hcp phonons along [0001]: folded fcc [111] branches and the E2g–C44 relation

1. Premises and conventions

P1. Monatomic hcp crystal (space group P6₃/mmc, point group D6h), atomic mass M, lattice constants a and c, any c/a.
P2. Adiabatic, harmonic potential energy: U = ½ Σ Φαβ(i,j) uα(i) uβ(j). The force on atom i is Fα(i) = −Σ Φαβ(i,j) uβ(j).
P3. Translational invariance: Σj Φαβ(i,j) = 0.
P4. The reference state carries no stress. Section 7 lifts this premise.
Two further premises are used only where named:
P5 (adjacent planes). Φ(i,j) = 0 if i and j lie more than one basal plane apart. Its form and in-plane range are free.
P6 (one spring). Each atom is tied to its 12 nearest neighbours by a central, unstretched spring of constant k, and to nothing else.
P6 implies P5, but not the reverse.

Axes: z ∥ c, x ∥ a1. Lattice vectors a1 = a(1, 0, 0), a2 = a(1/2, √3/2, 0), a3 = (0, 0, c). Atom A at the origin, atom B at (a1 + a2)/3 + a3/2. Time dependence exp(−iωt), ω = 2πν. Voigt notation with engineering shear γ = 2εxz, so the energy density is ½C44γ².

Geometry:
plane spacing h = c/2,
area per atom in a plane S = √3a²/2,
volume per atom Ω = Sh = √3a²c/4,
density ρ = M/(Sh).
Atom A has six neighbours at distance a in its own plane, three B neighbours above and three below. The in-plane offsets of the B neighbours have length a/√3 and point along 30°, 150° and 270° from x, the same three above and below. Their distance is
d² = a²/3 + c²/4. (1)
Setting d = a gives the ideal ratio c/a = √(8/3) = 1.633 and h = √(2/3) a.

2. Reduction to a linear chain

For q = (0, 0, q), q·a1 = q·a2 = 0, so the Bloch condition makes all atoms related by basal translations move alike. Each plane holds one atom per basal cell. Hence each plane p = 0, ±1, ±2, … (even p: A, odd p: B) moves rigidly by a vector u(p).

Define the interplanar force-constant matrix, per atom,
Kn,αβ = −Σ(j in plane p+n) Φαβ(i,j), i in plane p. (2)
By P3 the sum of Φ(i,j) over the atom's own plane, self term included, equals Σ(n≠0) Kn. Therefore
M ü(p) = Σ(n≠0) Kn [u(p+n) − u(p)]. (3)
In-plane force constants have dropped out: a rigid plane strains none of its own bonds.

Symmetry fixes the form of Kn. An operation R that leaves atom i fixed and maps plane p+n onto plane p+n′ gives Kn′ = R Kn Rᵀ. The site symmetry is D3h.
(a) Threefold axis along z, n′ = n. The entries (Kxz, Kyz) form a plane vector invariant under a 120° rotation, so they vanish, and likewise (Kzx, Kzy). The 2×2 basal block commutes with that rotation, so it has the form α·1 + βJ, with J the antisymmetric unit matrix.
(b) Mirror x → −x through the atom, which exchanges the offsets at 30° and 150° and keeps 270°. It reverses J, so β = 0. Thus Kn = diag(KnT, KnT, KnL).
(c) Basal mirror z → −z, n′ = −n. A diagonal matrix is unchanged, so K−n = Kn.
(d) Screw axis 6₃ (60° rotation with translation c/2). It carries A atoms onto B atoms and plane p onto p+1. The matrix in (b) is invariant under any rotation about z, so Kn is the same for A and B planes.

For each polarisation s = x, y (T) or z (L), (3) becomes the scalar chain
M ü(p) = Σ(n≥1) Kn [u(p+n) + u(p−n) − 2u(p)]. (4)
The chain has period h, although the crystal has period 2h. This follows from P1–P3 alone, for any range of force.

3. Dispersion and folding

Insert u(p) = exp(iQph − iωt) in (4):
Mω²(Q) = Σ(n≥1) 2Kn [1 − cos(nQh)], −π/h < Q ≤ π/h. (5)
The constants follow from the curve by orthogonality of the cosines:
Kn = −(h/2π) ∫ Mω²(Q) cos(nQh) dQ over one period 2π/h. (6)

The hcp zone along Γ–A is |q| ≤ π/c = π/(2h), half as long. Write u(p) = eA exp(iqph) for even p and eB exp(iqph) for odd p (phases taken at the atomic positions). Odd n couple A to B, even n couple like planes. The dynamical matrix is
M D = [[f, −g], [−g, f]],
f = Σ(odd) 2Kn + Σ(even) 2Kn[1 − cos(nqh)], g = Σ(odd) 2Kn cos(nqh). (7)
Its eigenvectors are (1, 1) with Mω² = f − g and (1, −1) with Mω² = f + g.
The first equals (5) at Q = q: the acoustic branch.
For the second, put Q = q − π/h. Then cos(nQh) = (−1)ⁿ cos(nqh), which turns f − g into f + g, and exp(iQph) = (−1)ᵖ exp(iqph), the pattern (1, −1). The optical branch is the outer half of curve (5), shifted by the reciprocal lattice vector 2π/c = π/h.

Special points:
Γ optical (Q = π/h): Mω² = 4(K1 + K3 + K5 + …). (8)
A (Q = π/2h): g = 0, so acoustic and optical branches meet, with Mω² = 2K1 + 4K2 + 2K3 + 2K5 + 4K6 + … (9)
The contact at A comes from step (d), the screw axis, and holds for any range. Curve (5) is smooth through A, so the two branches arrive with equal and opposite slopes.

Under P5 only K1 ≡ K is left:
acoustic: Mω² = 4K sin²(qc/4), optical: Mω² = 4K cos²(qc/4). (10)
Then ω²(acoustic) + ω²(optical) = 4K/M at every q, and ω(A) = ω(Γ optical)/√2 for each polarisation.

4. Symmetry labels at Γ

The optical patterns are u(A) = −u(B) = e. An operation with rotation part R sends e to Re if it keeps the sublattices and to −Re if it exchanges them. The midpoint of an interplanar A–B bond is an inversion centre, which exchanges them.

e ∥ z.
Inversion: −(−e) = +e, so the mode is g.
Screw 6₃ (exchange, Re = e): −e, so the mode is of type B.
Twofold axis along a1 through the midpoint of the bond from A to the B atom at (0, −a/√3, c/2) (exchange, Re = −e): +e.
With C2′ defined as the twofold axes along the lattice vectors a1, a2, the label is B1g. Taking C2′ as the axes through the atoms, normal to those vectors, relabels the same mode B2g. Both labels occur.

e in the basal plane.
Inversion: +e, so the pair is g.
Cube of the screw, a twofold screw along z (exchange, Re = −e): +e, character +2, so the pair is E2g.

E2g transforms as (x² − y², xy) and is Raman active. B1g matches no linear or quadratic function, so it is silent in first-order infrared and Raman spectra. Strains decompose as εzz and εxx + εyy (A1g), (εxz, εyz) (E1g), and (εxx − εyy, εxy) (E2g). This list is used in section 7.

5. One central spring

For a pair potential V(r) and a bond of length r and direction n̂,
−Φ = V″ n̂n̂ᵀ + (V′/r)(1 − n̂n̂ᵀ). (11)
Let V act on the 12 nearest neighbours only. The stress σzz comes from the interplanar bonds alone and is proportional to V′(d), so P4 gives V′(d) = 0. The basal stress then gives V′(a) = 0. If V has a single stationary point, d = a. So P6 with one common spring selects the ideal c/a, with k = V″(a). A non-ideal ratio needs separate rest lengths for the two bond types. The basal spring does not enter (4), so k below is the interplanar one.

Sum k n̂n̂ᵀ over the three neighbours above, with n̂ = (a cosφ/√3, a sinφ/√3, c/2)/d. For three angles 120° apart, Σcosφ = Σsinφ = Σsinφ cosφ = 0 and Σcos²φ = Σsin²φ = 3/2. Hence
KT = k (3/2)(a²/3)/d² = k a²/(2d²),
KL = 3k (c²/4)/d² = 3k c²/(4d²). (12)
Two consequences: 2KT + KL = 3k by (1), the trace of three unit projectors, and
KL/KT = 3c²/(2a²). (13)
Ideal ratio: d = a, c² = 8a²/3, so
KT = k/2, KL = 2k. (14)
From (10) at q = 0,
Mω²(B1g) = 8k, Mω²(E2g) = 2k, ω(B1g) = 2ω(E2g). (15)
At A, Mω² = 4k (two L modes) and k (four T modes).

6. Identity with fcc [111]

Take fcc with nearest-neighbour distance a, cube edge a₀ = √2 a, the same M and the same spring. Its (111) planes are the same triangular nets, with spacing a₀/√3 = √(2/3) a = h, stacked ABC in place of AB. An atom again has three neighbours above at offsets a/√3. The three below are their inversion images, so their offsets are rotated by 180° against the hcp ones. The sums of cos²φ, sin²φ, cosφ, sinφ and sinφ cosφ are unchanged by φ → φ + 180°. So K1 and K−1 are given by (14) in both structures: rigid-plane motion under P6 does not see the stacking sequence.

Direct check in cubic axes. For Q ∥ [111], the neighbours (a₀/2)(1, −1, 0) and their like have Q·r = 0. The pairs ±(a₀/2)(1,1,0), ±(a₀/2)(1,0,1), ±(a₀/2)(0,1,1) have Q·r = ±Qa₀/√3 = ±Qh. So
M D = 2k[1 − cos(Qh)] N, N = Σ n̂n̂ᵀ = ½[[2,1,1],[1,2,1],[1,1,2]]. (16)
N has eigenvalue 2 along [111] and ½ twice across it, which reproduces (14). fcc is a Bravais lattice, so its zone extends to Q = π/h = √3π/a₀, the point L. Therefore:
hcp acoustic branch at q = fcc branch at Q = q (Γ to the midpoint of Γ–L),
hcp optical branch at q = fcc branch at |Q| = π/h − q (L back to the midpoint),
B1g = longitudinal L mode (8k), E2g = transverse L doublet (2k).

Where the identity ends. Neighbour shells of ideal hcp, in units of a, with the plane index n:
1: 12 atoms, n = 0, ±1
√2 = 1.414: 6 atoms, n = ±1, offset 2a/√3
√(8/3) = 1.633: 2 atoms, n = ±2, offset 0
√3 = 1.732: 18 atoms, 6 with n = 0 and 12 with n = ±1
√(11/3) = 1.915: 12 atoms, n = ±2, offset a
The relation between two adjacent planes is the same in both stackings. Pair forces of any range therefore give the same K1, if the spacing h is the same. A central spring k₂ on the √2 shell, with squared direction cosines 1/3 along z and 2/3 in the plane, adds 3k₂(1/3) = k₂ to KL and (3/2)k₂(2/3) = k₂ to KT:
KL/KT = (2k + k₂)/(k/2 + k₂). (17)
The stackings differ from n = 2 on. In hcp the nearest such atom sits on top at 1.633a. In fcc three such atoms sit at offset a/√3 and distance √3 a. Many-body forces can already distinguish the two K1, since these depend on the surroundings of the bond.

7. Elastic constants and the E2g–C44 relation

Long waves. Expand (5): 1 − cos(nQh) → n²Q²h²/2, so ω = vQ with
v² = (h²/M) Σ n²Kn. (18)
Continuum elasticity for a displacement ux(z, t) reads ρ üx = ∂σxz/∂z = C44 ∂²ux/∂z², so ρvT² = C44. In the same way uz(z, t) gives ρvL² = C33. Hexagonal symmetry leaves no constant that couples these motions. With ρ = M/(Sh),
C44 = (h/S) Σ n²KnT, C33 = (h/S) Σ n²KnL, h/S = c/(√3a²). (19)

Static route to the same result. The energy of (4) per atom is Σ(n≥1) ½Kn[u(p+n) − u(p)]². For simple shear u(p) = γph it equals ½γ²h² Σ n²KnT. Division by Ω = Sh and comparison with ½C44γ² returns (19).

No internal-strain term. With two atoms per cell a strain may shift the sublattices and lower the elastic constant. A term linear in strain and in shift needs both in the same representation. The shifts are B1g and E2g, εxz is E1g and εzz is A1g, so C44 and C33 are free of it. In (4) this is explicit: for u(p) linear in p the force vanishes on every plane, and the acoustic eigenvector stays exactly (1, 1).

The basal shear does couple to E2g. Under P6 at ideal c/a take ux = γy and let A shift by w along x against B. A bond (x, y, z) of length a stretches by x(γy − w)/a if it joins A to B and by xγy/a if it lies in a plane. Per cell there are six of each. The basal bonds give Σx²y²/a² = 3a²/4. Four A–B bonds have x² = a²/4 and y = a/(2√3), and two have x = 0. So
E(cell) = ½k[(3/4)a²γ² + (γa/(2√3) − w)²]. (20)
At w = 0 the bracket is (5/6)a²γ². Relaxation to w = γa/(2√3) leaves (3/4)a²γ². With cell volume √2a³, C66 falls from 5√2k/(12a) to 3√2k/(8a), by 10 per cent. The E2g coordinate thus softens C66, while its own stiffness is that of C44: sliding of adjacent planes strains the same bonds as shear across the planes.

The relation. Impose P5. From (19), KT = √3a²C44/c. From (8), Mω²(E2g) = 4KT. Eliminating KT,
ω²(E2g) = 4√3 a² C44/(M c). (21)
No value of c/a and no form of the force entered. Equivalent forms, with ρ = 4M/(√3a²c):
ω(E2g) = (4/c)√(C44/ρ) = 4vT/c = 2vT/h. (22)
This is the familiar ratio of top frequency to initial slope of a sine dispersion. A straight line ω = vTQ would reach πvT/h at Q = π/h, a factor π/2 higher. The longitudinal twin is
ω²(B1g) = 4√3 a² C33/(M c), ω(B1g)/ω(E2g) = √(C33/C44). (23)

One-spring values at ideal c/a: h/S = 2√2/(3a), so C44 = √2k/(3a), C33 = 4√2k/(3a). Insert C44 in (21) with c = √(8/3)a: Mω² = 4√3·√2k/(3√(8/3)) = 2k, as in (15). Cross-check with fcc: the bond sum Cαβγδ = (k/2Ω) Σ rα rβ rγ rδ/r² with Ω = a₀³/4 gives C11 = 2k/a₀ and C12 = C44(cubic) = k/a₀. The [111] wave moduli are (C11 − C12 + C44)/3 = 2k/(3a₀) = √2k/(3a) and (C11 + 2C12 + 4C44)/3 = 8k/(3a₀) = 4√2k/(3a), equal to the hcp values.

Initial stress. For ux = γz the Lagrangian strain has ηxz = γ/2 and ηzz = γ²/2. The energy density to second order is ½C44γ² + ½σzzγ², with C44 the second derivative in η at the stressed state. So the left side of (19) becomes C44 + σzz, or C44 − P under hydrostatic pressure P. This combination equals ρvT². Relation (21) holds under load if it is the modulus used.

8. Range of validity

(i) Exact within P1–P3: decoupling into L and doubly degenerate T, folding, contact at A, equations (5)–(9). With P4 also (19).

(ii) Needs P5: (10) and (21)–(23). Let ω₀ be the value given by (21). From (8) and (19),
ω²(E2g)/ω₀² = Σ(odd) KnT / Σ n²KnT ≈ 1 − 4K2/K1 − 8K3/K1 − … (24)
to first order in Kn/K1. Distant planes are weighted by n² in C44 and by 1 or 0 in the mode. Each 1 per cent of K2/K1 shifts ω by about 2 per cent, and each 1 per cent of K3/K1 by about 4 per cent. Positive distant constants put the mode below ω₀, negative ones above it. In a metal the screened forces are long-ranged and oscillate in sign, so neither the size nor the sign can be read from symmetry.

(iii) The transverse relation is better protected than the longitudinal one. A central unstretched spring k₃ to the atom on top gives K2L = k₃ and K2T = 0. The first central contribution to K2T comes from the shell at 1.915a: six atoms, each with mean squared cosine ½·(3/11) along x, so K2T = (9/11)k₅. A tangential term V′(c)/c of (11) on the atom on top does enter K2T.

(iv) Internal tests. P5 requires ω(A)/ω(Γ optical) = 1/√2. If K2 is kept, (8), (9) and (19) give
C44 = (c/(√3a²)) M [ω²(A) − ω²(E2g)/4], (25)
with ω(A) the transverse frequency, since 2K1 + 4K2 − K1 = K1 + 4K2. With K3 present the bracket times M falls short of Σn²Kn by 8K3. A full curve yields all Kn through (6).

(v) Needs P6 and ideal c/a: the values 8k and 2k, the ratio 2, and C33 = 4C44. For central interplanar springs and other c/a use (12) and (13). Angular forces, typical of directional bonding, change KT and KL independently: they spoil (13) and leave (21) intact while they stay within adjacent planes. A three-body term on atoms in planes p−1, p, p+1 generates K2. A ratio c/a far from ideal, as in Zn, does not by itself invalidate (21).

(vi) Temperature. Adiabatic and isothermal C44 coincide, because thermal stress is totally symmetric and εxz is not. For C33 they differ. Beyond P2, the modulus and the optical mode are renormalised at different wave vectors and frequencies, so (21) holds at best with effective constants taken at one temperature.

(vii) The crystal must have one atom per plane and basal cell. Inversion makes the Born charges of A and B equal and neutrality makes them zero, so no macroscopic field arises. Wurtzite or layered compounds need their own chain, with several masses and spacings.

9. Numerical illustration: Mg

Inputs, typical room-temperature values: a ≈ 3.21×10⁻¹⁰ m, c ≈ 5.21×10⁻¹⁰ m, C44 ≈ 16.4 GPa, and M = 24.305 u. Intermediate numbers carry guard digits. Final frequencies are given to two figures.

Geometry: c/a = 1.623, which is 0.6 per cent below ideal. M = 4.036×10⁻²⁶ kg, h = 2.605×10⁻¹⁰ m, S = 8.924×10⁻²⁰ m², ρ = 1.74×10³ kg/m³, d = 3.197×10⁻¹⁰ m. For an ambient pressure of 10⁵ Pa, P/C44 = 6×10⁻⁶, so P4 holds.

Adjacent-plane model (P5):
KT = √3a²C44/c = 5.62 N/m,
ω²(E2g) = 4KT/M = 5.57×10²⁶ s⁻²,
ω = 2.36×10¹³ rad/s, ν = 3.76 THz, wavenumber 1.25×10⁴ m⁻¹.
Through (22): vT = 3.07×10³ m/s, and 4vT/c returns the same ω.

One-spring model with the actual c/a, k fixed by C44:
KT/k = 0.504 and KL/k = 1.992, against ½ and 2 at the ideal ratio,
k = 11.1 N/m, KL/KT = 3.95, KL = 22.2 N/m,
C33 = 64.8 GPa, ω(B1g)/ω(E2g) = 1.988, ν(B1g) = 7.47 THz.

The model's branches from (10), ν in THz:
q        TA    TO    LA    LO
0 (Γ)    0     3.8   0     7.5
π/(2c)   1.4   3.5   2.9   6.9
π/c (A)  2.7   2.7   5.3   5.3

Size of what is left out, at fixed lattice constants:
(a) Non-ideal c/a lowers the frequency ratio by 0.6 per cent. It does not touch (21).
(b) An illustrative second-shell spring k₂ = 0.05k, in ideal geometry and at fixed C44, changes the ratio from 2 to 1.93 by (17). B1g drops by 3.5 per cent and E2g stays put. This is larger than (a).
(c) An illustrative K2T/K1T = +0.02 or −0.02 moves E2g to 3.6 or 3.9 THz by the exact ratio in (24).
(d) A typical low-temperature input C44 ≈ 18.4 GPa gives 4.0 THz, 6 per cent higher. This sets the scale of the anharmonic renormalisation, and the model cannot say what share of it the optical mode follows.

Items (c) and (d) limit the result to two figures. The model's values for Mg-like inputs are ν(E2g) ≈ 3.8 THz, resting on P5 alone, and ν(B1g) ≈ 7.5 THz, resting also on the central-spring ratio (13).